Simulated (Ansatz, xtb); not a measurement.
Relative energy of two isomers of C6H9OP

Structure X is `O=C=PC1CCCC1`, a singlet and structure Y is `CC1=C[PH](=O)C=C1C`, a singlet. Both are isolated molecules in the gas phase, relaxed with r2SCAN-D4/def2-SVP, each in the lowest conformer that the search found.

Quicker runs give these differences E(Y) − E(X): GFN2-xTB −122.5 kJ/mol; HF/STO-3G +394.2 kJ/mol (at GFN2-xTB geometries); r2SCAN-D4/def2-SVP//GFN2-xTB +10.2 kJ/mol.

Problem. Estimate which is lower in electronic energy at CCSD(T)/def2-SVP + ΔMP2/def2-TZVPP, and by roughly how much.

Solution. Not settled: CCSD(T)/def2-SVP + ΔMP2/def2-TZVPP gives E(Y) − E(X) = −58.7 kJ/mol, but this leans on the basis-set step: CCSD(T) alone gives +22.1 kJ/mol.

The same difference at several levels:

```csv
level,geometry,E(Y) − E(X) (kJ/mol),departure from the last row (kJ/mol),"job, with rough time for the two"
GFN2-xTB,GFN2-xTB,−122.5,−63.9,"optimisation, 0.38 s"
HF/STO-3G,GFN2-xTB,+394.2,+452.8,"single point, 1.5 s"
r2SCAN-D4/def2-SVP//GFN2-xTB,GFN2-xTB,+10.2,+68.9,"single point, 8.4 s"
r2SCAN-D4/def2-SVP,r2SCAN-D4/def2-SVP,+6.2,+64.8,"optimisation, 1.8 min"
HF/def2-SVP,r2SCAN-D4/def2-SVP,−25.6,+33.0,part of the CCSD(T) run
MP2/def2-SVP,r2SCAN-D4/def2-SVP,+22.8,+81.5,part of the CCSD(T) run
CCSD(T)/def2-SVP,r2SCAN-D4/def2-SVP,+22.1,+80.8,single point
CCSD(T)/def2-SVP + ΔMP2/def2-TZVPP,r2SCAN-D4/def2-SVP,−58.7,,"single point, 3.7 min"
```

As drawn, Y has 2 C=C, 1 C–P, 1 O=P, 1 P–H in place of 1 C=O, 1 C=P, 2 C–C, 1 C–H.

HF/STO-3G, r2SCAN-D4/def2-SVP//GFN2-xTB, r2SCAN-D4/def2-SVP, MP2/def2-SVP, CCSD(T)/def2-SVP put the two in the other order. The largest departure from CCSD(T)/def2-SVP + ΔMP2/def2-TZVPP is that of HF/STO-3G, 452.8 kJ/mol. The last row adds to CCSD(T) the change of the MP2 difference between the two basis sets, here −80.8 kJ/mol, a large step that makes the value less sure.

With thermal terms from frequencies at re-optimised GFN2-xTB minima (ideal gas, soft modes damped towards free rotors, one conformer each, 298.15 K, 1 atm): on the last row, ΔE + ΔZPE = −72.9, ΔH = −72.3, ΔG = −70.4 kJ/mol.

The correlated steps freeze 12 core orbitals. Programs: Ansatz 0.2.0, xtb 6.7.1; the last row on 2 threads of Intel(R) Xeon(R) Processor @ 2.70GHz on a shared host.

The preference for the phosphole oxide Y over the phosphaketene X is probably real, because the small-basis results that reverse it handicap Y in particular. Its phosphoryl bond is short and strongly polar, with oxygen lone pairs donating into σ* orbitals on phosphorus, and describing it well takes flexible, fairly steep d functions. A minimal basis has none on phosphorus, which largely explains the +394.2 kJ/mol at HF/STO-3G, and def2-SVP remedies the shortage only in part. MP2 and CCSD(T) nearly coincide in def2-SVP, so the order there depends little on correlation beyond second order. Correlation as a whole does matter: in that basis it favours X, probably through the compact, cumulated P=C=O π system, and reverses the Hartree–Fock order. The zero-point term favours Y further, as expected when a stiff C–H bond is exchanged for a softer P–H bond. None of this bears on persistence, since phosphole oxides unprotected by bulky groups readily dimerise by Diels–Alder cycloaddition.
